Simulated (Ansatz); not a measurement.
## A series in volume scale on Ni

Results calculated with Ansatz 0.2.0, not measured. Plane-wave DFT, scalar-relativistic PAW made under PBE with cores redone for the functional, no dispersion; the given relaxed cell is scaled uniformly, energy at zero smearing counts from the unscaled cell, pressure at the given Fermi-Dirac smearing is positive in compression.

The cell before it is scaled or strained (space group P6_3/mmc, No. 194):
```
Ni
1.0
      2.4473     0.0000     0.0000
     -1.2237     2.1195     0.0000
      0.0000     0.0000     4.0383
Ni
2
Direct
  0.33333 0.66667 0.25000
  0.66667 0.33333 0.75000
```

Settings of every row: spin polarised yes; functional m-r2SCAN; wave cutoff 500 eV; smearing width 0.05 eV; k mesh 17x17x9.

Atom:
```
element  starting moment (Bohr magneton)
     Ni                             0.66
     Ni                             0.66
```

Limits: search for a lower magnetic state is off; the cell comes from a prototype or a list of computed structures and needn't be the stable phase.

```
row  volume scale  V (Å³/atom)  energy change per atom (meV)  pressure (GPa)  largest site moment (Bohr magneton)
  1          0.88        9.217                        136.31            39.3                                 0.61
  2          0.92        9.636                         55.89           23.13                                 0.63
  3          0.96       10.054                         13.06           10.35                                 0.65
  4          1.04       10.892                         10.56           -7.79                                 0.69
  5          1.08       11.311                             ?               ?                                    ?
  6          1.12        11.73                         83.85          -19.12                                  0.7
```

Question: what energy change per atom and pressure should row 5 give?

Worked fit of energy change per atom. Take u = (V_r/V)^(2/3) − 1 with V_r = 10.054 Å³ an atom, which is twice the finite (Eulerian) strain; such expansions in the strain, on which the Birch-Murnaghan equation of state is built, carry the rest volume and the bulk modulus. The shown rows have u = 0.05966, 0.02871, 0, -0.05197, -0.09768. Least squares give energy change per atom = 13.565 + 996.2 × u + 17616.8 × u² meV; a straight line predicts inner rows, each left out in turn, worse (root mean square 50 against 1.5 meV). The rows lie off it by 0.61, -0.80, -0.50, 1.19, -0.49 (root mean square 0.76 meV). The withheld row has u = -0.07553, so the fit gives 13.565 + 996.2 × (-0.07553) + 17616.8 × (-0.07553)² = 38.82 meV.

The calculation gave 39.83 meV. The fit lies 1.01 meV (2.5 % of the value, 0.8 % of the column's range) below it; its largest miss of a shown row is 1.19 meV.

Worked fit of pressure. Take u = (V_r/V)^(2/3) − 1 with V_r = 10.054 Å³ an atom, which is twice the finite (Eulerian) strain; such expansions in the strain, on which the Birch-Murnaghan equation of state is built, carry the rest volume and the bulk modulus. The shown rows have u = 0.05966, 0.02871, 0, -0.05197, -0.09768. Least squares give pressure = 10.429 + 413.83 × u + 1147.8 × u² GPa; a straight line predicts inner rows, each left out in turn, worse (root mean square 3.2 against 0.24 GPa). The rows lie off it by 0.10, -0.13, -0.08, 0.19, -0.08 (root mean square 0.12 GPa). The withheld row has u = -0.07553, so the fit gives 10.429 + 413.83 × (-0.07553) + 1147.8 × (-0.07553)² = -14.28 GPa.

The calculation gave -14.13 GPa. The fit lies 0.15 GPa (1.1 % of the value, 0.26 % of the column's range) below it; its largest miss of a shown row is 0.19 GPa.

The other values of row 5: largest site moment 0.7 Bohr magneton.
